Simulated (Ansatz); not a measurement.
**SiF3 (trifluorosilyl): the energy, rung by rung**

The species is SiF3 (4 atoms), meant as a doublet with charge 0. SMILES: `F[Si](F)F`. The shape was relaxed beforehand at B3LYP/def2-SVP.

Each level gives the adiabatic ionisation energy (to the singlet cation, shapes relaxed at B3LYP/def2-SVP, no zero-point term) (eV). The values are calculated.

```
              level                   kind  program  value (eV)  less CCSD(T)/def2-TZVPP
     UHF/def2-TZVPP           Hartree–Fock   Ansatz        8.86                    -0.09
   UBLYP/def2-TZVPP                    GGA   Ansatz        9.01                    +0.06
U-r2SCAN/def2-TZVPP               meta-GGA   Ansatz        9.19                    +0.24
  UB3LYP/def2-TZVPP          global hybrid   Ansatz        9.23                    +0.28
UPBE0-D4/def2-TZVPP          global hybrid   Ansatz        9.20                    +0.25
 RPA@PBE/def2-TZVPP                    RPA   Ansatz        9.24                    +0.29
    UMP2/def2-TZVPP    perturbation theory   Ansatz        8.89                    -0.06
UCCSD(T)/def2-TZVPP  coupled cluster or CI   Ansatz        8.95                     0.00
```

Differences are taken from UCCSD(T)/def2-TZVPP for orientation; it has basis-set and higher-order errors of its own. The values span 8.86 to 9.24 eV.

The wavefunction methods agree closely: Hartree–Fock gives 8.86 eV and coupled cluster 8.95 eV, so correlation makes only a small net contribution to this ionisation energy. That fits the removal of an unpaired electron from a silicon-centred, σ-antibonding orbital, which breaks no electron pair. Correlation between that electron and the remaining valence shell is lost, but this is probably offset in part by correlation gained in the cation, where fluorine lone pairs donate more strongly into the vacant silicon orbital.

All the density functionals and RPA lie above coupled cluster, and BLYP is the closest of them. Its small deviation of +0.06 eV probably reflects error cancellation rather than a better description of both charge states, and moving to a meta-GGA, a hybrid or RPA brings no improvement here. Because the pyramidal radical flattens to a planar cation, the vertical ionisation energy should be appreciably higher, and the ranking of methods found here need not carry over to it.
